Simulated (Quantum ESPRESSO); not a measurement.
# Net spin moment and magnetic energy gain of fcc Ni between 0.91 and 1.09 of the given cell volume, PBE

Nickel is a late 3d metal whose d shell is nearly full, so its magnetism rests on a fraction of a d hole per atom. The problem is how the moment and the energy gained by magnetic order respond when the fcc cell is squeezed or stretched. The answer bears on magnetic films under strain, on nickel under pressure and on the coupling of magnetism to thermal expansion. PBE calculations with collinear spins give the net spin moment per atom. The magnetic energy gain is the energy of the run without spin polarisation less that of the ferromagnetic run at the same volume. Volumes are given relative to the cell typed from the measured lattice constant. The net moments at 0.97 and 1.09 are to be estimated.

## Method

One system, Ni (fcc, Fm-3m), 1 atom(s) a primitive cell, from cells typed from measured lattice constants. Quantum ESPRESSO 7.5, plane waves with GBRV 1.5 PBE pseudopotentials, cutoff 544 eV, Fermi-Dirac smearing of 0.05 eV, k meshes whose coarsest spacing along a reciprocal vector is 0.19 to 0.20 1/Å over all runs (2π included). Functional: PBE, no Hubbard U; collinear spins, no spin-orbit coupling. Atoms stay at fixed fractions of the cell and the mesh divisions are held. At each point the moments on Ni are started parallel and without spin polarisation. Runs that did not converge or carry a known fault are not listed. The same in all rows: metal or insulator in the run from the parallel start, judged by its smearing entropy or density of states at the Fermi energy (a gap under a few smearing widths counts as a metal): metal.

Notes on method and selection:

- Each state is what a run reaches from typed starting moments; the parallel order is the only magnetic one that was started, so the lowest found need not be the ground state. Spin-orbit coupling is left out of these energies, which are free energies at the smearing width. A magnetic atom is one that was given a starting moment.
- Site moments count the spin inside each program's own atomic sphere, so they depend somewhat on its radius and leave out the spin between the spheres.
- Quantum ESPRESSO sets the radius of an element's spheres to about 0.41 of its shortest distance to a neighbour, so it changes from cell to cell and the site moment with it.
- A measured moment is set beside the table only where the run ends ferromagnetic and the measured order is ferromagnetic too.
- Runs that did not converge, have known faults or may not be shown are not listed, and runs on Ansatz's PAW sets soft_1 and soft_2 are kept to separate tables.

Columns:

- volume: cell volume over that of the given cell, shape kept.
- moment (μB): largest site spin moment reached from the parallel start.
- magnetic distance (Å): shortest distance between magnetic atoms.
- net moment (μB): net spin moment of that run per magnetic atom.
- magnetic energy gain (meV): energy of the run without spin polarisation less that of the parallel start, per magnetic atom (positive: magnetism is favoured).
- energy (meV per atom): free energy of the run from the parallel start less that in the given cell, per atom of any kind (the energy–volume or strain-energy curve, whose curvature gives an elastic modulus).

## Data

| member | volume | moment (μB) | magnetic distance (Å) | net moment (μB) | magnetic energy gain (meV) | energy (meV per atom) |
| --- | --- | --- | --- | --- | --- | --- |
| 0.91 | 0.91 | 0.629 | 2.415 | 0.5915 | 53.2 | 57.2 |
| 0.94 | 0.94 | 0.638 | 2.441 | 0.5991 | 55.3 | 22.1 |
| 0.97 | 0.97 | ? | 2.467 | ? | ? | ? |
| 1 | 1.00 | 0.665 | 2.492 | 0.6227 | 59.2 | 0.0 |
| 1.03 | 1.03 | 0.686 | 2.517 | 0.6424 | 61.3 | 8.0 |
| 1.06 | 1.06 | 0.713 | 2.541 | 0.6670 | 63.5 | 25.5 |
| 1.09 | 1.09 | ? | 2.564 | ? | ? | ? |

Cells marked ? are withheld until the estimate has been made.

Least-squares fits to the members shown, with x = volume; R² and errors in the fitted variable (y, or ln y where the fit is in ln y):

| y | members | fit | R² | rms residual | leave-one-out rms | the same for the mean of the others |
| --- | --- | --- | --- | --- | --- | --- |
| net moment (μB) | 5 | y = 2.56675 − 4.45937 x + 2.51587 x² | 1.00 | 6.6×10⁻⁴ | 0.0021 | 0.035 |
| magnetic energy gain (meV) | 5 | y = 16.167 + 17.282 x + 25.794 x² | 1.00 | 0.057 | 0.19 | 4.7 |

## Why the values move as they do

Both quantities rise with volume in every shown row. From 0.91 to 1.06 the net moment grows by a factor 0.6670 / 0.5915 = 1.13 and the energy gain by 63.5 / 53.2 = 1.19. Nickel stays ferromagnetic in the compressed cells, with a moderately reduced moment.

Theory offers two causes of the right sign. The d-band width varies roughly as the inverse fifth power of the interatomic distance, so going from 1.06 to 0.91 widens the band by a factor of about (2.541 / 2.415)⁵ = 1.29. A wider band has a lower density of states, and spin splitting then costs more kinetic energy. Compression also raises the broad sp states relative to the d states and moves electrons into the d shell. This removes holes, which limit the moment when the majority d band is almost full. The columns do not give the share of each.

The moment does not follow a straight line. Its slope is (0.5991 − 0.5915) / 0.03 = 0.25 μB per unit of relative volume at the compressed end and (0.6670 − 0.6424) / 0.03 = 0.82 μB at the expanded end. The energy gain is much closer to linear, at about (63.5 − 53.2) / 15 = 0.69 meV per percent of volume. Because this slope is positive, magnetism favours a larger cell: it adds an outward pressure to that of the non-magnetic metal.

The site moment exceeds the net moment in every row, by 0.665 − 0.6227 = 0.042 μB in the given cell. Spin outside the atomic spheres therefore points, on balance, against the moment on Ni, as expected for sp electrons hybridised with the d states. The spheres grow with the cell, so the net moment is the safer measure of the trend.

## Blind estimate

Plain estimates from the members shown:

- 0.97, fit at x = 0.97: 0.6083 μB
- 0.97, straight-line interpolation between 0.94 and 1: w = (0.97 − 0.94) / (1.00 − 0.94) = 0.500, so 0.5991 + 0.500 × (0.6227 − 0.5991) = 0.6109 μB
- 1.09, fit at x = 1.09: 0.6951 μB (an extrapolation)

At 0.97 the curve bends upward, so the straight-line value of 0.6109 μB is too high. A cubic through the two neighbours on each side gives (4 × 0.5991 + 4 × 0.6227 − 0.5915 − 0.6424) / 6 = 0.6089 μB. A cubic for the known member 1.00, from 0.91, 0.94, 1.03 and 1.06, gives 0.5 × 0.5991 + 0.6424 − 0.2 × 0.5915 − 0.3 × 0.6670 = 0.62355 μB, which is 0.0009 too high. The error of a cubic scales with the product of the distances to its four points, in steps of 0.03: 2 × 1 × 1 × 2 = 4 here against 3 × 2 × 1 × 2 = 12 in the test. The correction is 0.0009 × 4 / 12 = 0.0003, which leaves 0.6086 μB. An error of 0.0004 is slightly more than this correction.

At 1.09 the local slope matters most, and the parabola fitted to all five members rises too slowly between 1.03 and 1.06. A parabola through the last three members gives 3 × 0.6670 − 3 × 0.6424 + 0.6227 = 0.6965 μB. The same can be tried one step ahead for known members, with weights that allow for the gap at 0.97. The three members shown before 1.06 give (0.5991 − 6 × 0.6227 + 8 × 0.6424) / 3 = 0.6674 μB there, a miss of 0.0004. The three before 1.03 give 0.5915 − 2 × 0.5991 + 2 × 0.6227 = 0.6387 μB, a miss of 0.6424 − 0.6387 = 0.0037. The mean miss, 0.002, is taken as the error. The metal keeps its structure and magnetic order, so no further shift is applied.

**Committed estimate, 0.97: net moment = 0.6086 ± 0.0004 μB.**  
**Committed estimate, 1.09: net moment = 0.6965 ± 0.0020 μB.**

## Check

| member | volume | moment (μB) | magnetic distance (Å) | net moment (μB) | magnetic energy gain (meV) | energy (meV per atom) |
| --- | --- | --- | --- | --- | --- | --- |
| 0.97 | 0.97 | 0.650 | 2.467 | 0.6091 | 57.3 | 4.3 |
| 1.09 | 1.09 | 0.737 | 2.564 | 0.6896 | 65.8 | 51.0 |

| member | estimate | net moment (μB) | computed | estimate − computed | miss in error bars |
| --- | --- | --- | --- | --- | --- |
| 0.97 | committed | 0.6086 | 0.6091 | −0.0005 | 1.2 |
| 0.97 | fit | 0.6083 | 0.6091 | −0.0008 |  |
| 0.97 | interpolation | 0.6109 | 0.6091 | +0.0018 |  |
| 1.09 | committed | 0.6965 | 0.6896 | +0.0069 | 3.5 |
| 1.09 | fit | 0.6951 | 0.6896 | +0.0055 |  |

Both estimates fell outside their error bars. At 0.97 the computed net moment is 0.6091 μB, 0.0005 above the estimate, a miss of 1.2 error bars. The estimate was still closer than the fit and the straight line, and the argument from upward curvature held.

At 1.09 the estimate was 0.0069 μB too high, or 3.5 error bars, and worse than the fit, which was 0.0055 too high. The extrapolation assumed that the slope would go on steepening. Instead it fell from (0.6670 − 0.6424) / 0.03 = 0.82 to (0.6896 − 0.6670) / 0.03 = 0.75 μB per unit of relative volume. The error bar, drawn from only two trials at smaller volumes, could not register such a change.

The slower last step does not mark the point where the majority d band fills up. At every volume the smearing entropy of the ferromagnetic run is far below that of the run without spin polarisation, and in nearly the same proportion. This is expected if the majority d band is practically full from 0.91 onwards. The number of d holes then limits the moment over the whole series, and the continued rise fits a transfer of electrons from d to sp states on expansion. Band narrowing, which I also named as a cause before the estimate, bears on the energy gain but can add little to the moment once that band is full. What slows the last step remains open.

## Members off the line

Least-squares fits to the whole series, with x = volume; R² and errors in the fitted variable (y, or ln y where the fit is in ln y):

| y | members | fit | R² | rms residual | leave-one-out rms | the same for the mean of the others |
| --- | --- | --- | --- | --- | --- | --- |
| net moment (μB) | 7 | y = 2.191 − 3.686 x + 2.119 x² | 1.00 | 0.0011 | 0.0024 | 0.039 |
| magnetic energy gain (meV) | 7 | y = 21.717 + 5.7937 x + 31.746 x² | 1.00 | 0.069 | 0.17 | 4.9 |

Largest departures from the fit to the whole series:

| member | net moment (μB) | fit | computed − fit | in rms residuals |
| --- | --- | --- | --- | --- |
| 1.06 | 0.6670 | 0.6647 | +0.0023 | 2.0 |
| 1 | 0.6227 | 0.6240 | −0.0013 | 1.2 |
| 1.09 | 0.6896 | 0.6908 | −0.0012 | 1.1 |
| 0.94 | 0.5991 | 0.5985 | +0.0006 | 0.5 |

No member stands far from the trend. The largest departure, at 1.06, is +0.0023 μB, about 0.3 % of the moment, and it is followed by −0.0012 μB at 1.09. A parabola has constant curvature and cannot follow a slope that first steepens and then eases, which accounts for this pair of signs.

Whether the easing is physical is less certain. With a fixed k mesh, band states near the Fermi energy can shift their occupation between neighbouring volumes, and this might change the moment by amounts of this size. The magnetic energy gain shows no matching break: its last two steps are 2.2 and 2.3 meV.

## Rules of thumb and their limits

From 0.91 to 1.09 the net moment and the magnetic energy gain rise at every step. Inside this range a cubic through four neighbours came within 0.001 μB in both trials, while extrapolation by one step missed by up to 0.007 μB.

The energies also give the volume expansion caused by magnetism. Around the given cell the gain rises by (61.3 − 57.3) / 0.06 = 67 meV per unit of relative volume. The curvature of the ferromagnetic energy is (4.3 + 8.0 − 2 × 0.0) / 0.03² = 13667 meV. Their ratio, 67 / 13667 = 0.005, means that ferromagnetic order enlarges the equilibrium volume by about 0.5 % over the non-magnetic metal in PBE.

The energy gains belong to the smearing of 0.05 eV, not to its zero limit. Fermi-Dirac smearing acts as an electronic temperature and lowers the free energy of the run without spin polarisation more than that of the ferromagnetic run. As zero-temperature values the gains are therefore too small, by several times the step between neighbouring volumes. The shortfall is nearly the same at every volume, so the rise with volume and the expansion derived from it change little.

Thermal disorder of the moments is left out altogether. Its effect can exceed the spread of 0.6896 − 0.5915 = 0.098 μB: heating to the Curie point removes the whole net magnetisation, roughly 0.6 μB per atom.
